**Does this table of band levels show a gap in MoSi₂?**

I would like to know whether MoSi₂ should conduct like a metal, and I have levels at special points of the Brillouin zone.

1. Is the space between the columns "band -1" and "band +1" a gap?
2. If it isn't, what carries the current?
3. Why are some levels equal in pairs, and only at some points?
4. Do free electrons explain the levels?
5. PBE often exaggerates the overlap of bands. Would pushing them apart open a gap?
6. What would change with half the smearing, or with niobium in place of molybdenum?
7. Which digits can I trust?

Band levels of MoSi₂ (I4/mmm, measured cell from the COD, a = 3.200 Å, c = 7.861 Å, not relaxed), computed with Ansatz 0.2.0: all-electron LAPW, PBE, scalar-relativistic, no spin polarization, 16 × 16 × 16 k points, Fermi-Dirac smearing of 0.08 eV. Energies are relative to the Fermi energy; at each k point, band -1 is the highest filled level and band +1 the lowest empty one.

| k-point | k in reciprocal vectors | band -4 (eV) | band -3 (eV) | band -2 (eV) | band -1 (eV) | band +1 (eV) | band +2 (eV) | band +3 (eV) |
| --- | --- | --- | --- | --- | --- | --- | --- | --- |
| GAMMA | 0 0 0 | -3.46 | -3.01 | -2.65 | -2.65 | 0.42 | 3.08 | 3.12 |
| X | 0 0 0.5 | -5.27 | -4.49 | -3.06 | -1.13 | 2.33 | 2.72 | 3.02 |
| P | 0.25 0.25 0.25 | -6.25 | -2.78 | -2.05 | -2.05 | 0.23 | 2.33 | 4.00 |
| N | 0 0.5 0 | -4.47 | -2.60 | -2.50 | -0.51 | 2.27 | 3.03 | 4.04 |
| M | 0.5 0.5 -0.5 | -0.58 | -0.58 | -0.52 | -0.52 | 0.55 | 4.62 | n/a |
| S | 0.2914 0.7086 -0.2914 | -2.77 | -2.41 | -2.32 | -0.42 | 1.51 | 3.08 | 3.56 |
| S0 | -0.2914 0.2914 0.2914 | -2.77 | -2.41 | -2.32 | -0.42 | 1.51 | 3.08 | 3.56 |

**Answer**

**1. The space between the columns**

It is not a gap. The highest entry of band -1 is -0.42 eV, at S, and the lowest of band +1 is 0.23 eV, at P, which looks like a window of 0.65 eV. But these columns are sorted afresh at each point, by what is filled there. Even a good metal would show such a window in a short list of points, unless a band happened to cross the Fermi energy at one of them.

The proper test is to count. Molybdenum brings six valence electrons and each silicon four, 14 per cell, and a band holds two. An insulator would therefore have seven filled valence bands at every point. Followed through the whole zone, the bands of this calculation give six filled at GAMMA, eight at M and seven at the other listed points.

**2. The carriers**

The seventh band is empty at GAMMA, where it lies at 0.42 eV, so it contains holes. The eighth is filled at M, at -0.52 eV, so it contains electrons. Over the full mesh of k points the two bands overlap by 1.04 eV.

The sixth band is full everywhere on that mesh and the ninth is empty. Each electron missing from the seventh band must therefore sit in the eighth, and holes and electrons are equal in number. This is a semimetal: its carriers need no thermal activation. How well it conducts depends also on scattering, which these levels don't contain.

**3. The pairs**

Exact pairs appear at GAMMA, P and M, and at none of X, N and S. (S0 is equivalent to S and adds no new evidence.) The reason is the fourfold symmetry of the crystal. A quarter turn about the long axis changes a wave pointing along x into one pointing along y, and the two must have the same energy.

This works only where the turn leaves the point itself unchanged, apart from a reciprocal-lattice vector. GAMMA and M pass that test. P passes it when the turn is combined with a reflection, whereas X, N and S fail. Levels without such an x and y partner stay single even at GAMMA.

**4. The free-electron picture**

It fails, and M shows why. With $\hbar^2/2m \approx 3.8$ eV Å² and $n$ = 14 electrons in a cell of 40 Å³, the Fermi energy above the band bottom is

$$E_F=\frac{\hbar^2}{2m}(3\pi^2 n)^{2/3}\approx 18\ \text{eV}.$$

The computed occupied width is about 13 eV.

A free wave has the energy $(\hbar^2/2m)|\mathbf k+\mathbf G|^2$, where $\mathbf G$ is a reciprocal-lattice vector. M lies on the long axis at $2\pi/c$. The two longest waves there cost 2.4 eV each, and the next four, which lie in the plane, about 15 eV. The seventh and eighth must have three times the wave number of the first two, hence $9\times2.4\approx22$ eV. That is 4 eV above the free-electron Fermi energy, yet the calculation has both levels filled.

The likely reason is that free electrons lack the 4d orbitals of molybdenum, which supply extra levels in a narrow energy range without the cost of ever shorter waves. Symmetry points the same way: the eight lowest free waves at M are expected to yield only one x and y pair, while the table has two filled pairs there, and the d orbitals xz and yz would supply the second. In aluminium, with only s and p electrons in play, the same picture does far better. Here its typical (rms) miss for the seventh band, with no adjusted parameter, is 2.4 eV, nearly as large as the whole computed spread of that band over the listed points.

The picture also lets the seventh and eighth bands coincide at every listed point except S. In the calculation they coincide only at M and are 1.9 to 3.5 eV apart elsewhere. A plausible cause is that Mo d and Si p orbitals mix into bonding and antibonding states; the table doesn't list orbital character, so it can't confirm this.

**5. Pushing the bands apart**

Only if the push is large enough to reorder the levels at M. The pair at -0.52 eV at M consists of the seventh and eighth bands themselves. If symmetry ties them together, as their equality suggests, no correction that keeps the symmetry and leaves out spin-orbit coupling can separate them there. Pairs stay pairs on the whole line from M to GAMMA. M has two filled pairs and GAMMA only one (its next pair lies at 3.64 eV), so a pair must cross the Fermi energy on that line.

A gap needs the single level at 0.55 eV to drop below the pair at M, a relative shift of more than 1.07 eV. That is hardly more than the overlap of 1.04 eV, and probably not by chance. The single levels at GAMMA (0.42 eV) and M (0.55 eV), the top of the seventh band on the mesh (0.52 eV) and the bottom of the ninth (0.53 eV) fit one nearly flat band that the pair crosses. A push that removes the overlap would then reorder M at almost the same moment, and a gap could open if the other low levels of the eighth band, such as the one at P, rose as well. Once the overlap is nearly gone, a distortion of the crystal or spin-orbit coupling could also split the pair. Against the present overlap, a spin-orbit splitting of roughly 0.1 eV would not be enough. I infer the symmetry from the equal energies; a symmetry label for each level would settle it.

**6. Smearing and niobium**

Smearing changes how levels are filled much more than where they lie. With the width $w$ = 0.08 eV, a level at energy $E$ from the Fermi energy has the occupation $1/(e^{E/w}+1)$. The "empty" level at P is thus about 5% filled. Half the width would leave about 0.3%, if the Fermi energy stayed put. The overlap is a matter of band energies, so it should remain, though no second run tests this.

Niobium has one valence electron fewer. In the same structure and without magnetism, 13 electrons would fill six and a half bands' worth of states. Holes would then outnumber electrons by one per cell, and the balance of question 2 would be lost. Tungsten, with as many valence electrons as molybdenum, would keep it.

**7. The digits**

Trust the overlap more than its size. PBE tends to exaggerate it, and the atoms are not at their PBE rest positions: forces reach 0.28 eV/Å and the cell is under about 2 GPa, with effects on the levels that were not tested.

The second decimal has no predictive value for a real crystal. Spin-orbit coupling is missing, and for molybdenum 4d states it is roughly 0.1 eV. That is more than the 0.06 eV between the two pairs at M, or the 0.04 eV between the levels at 3.08 and 3.12 eV at GAMMA. The latter two are merely close neighbours, not a pair.
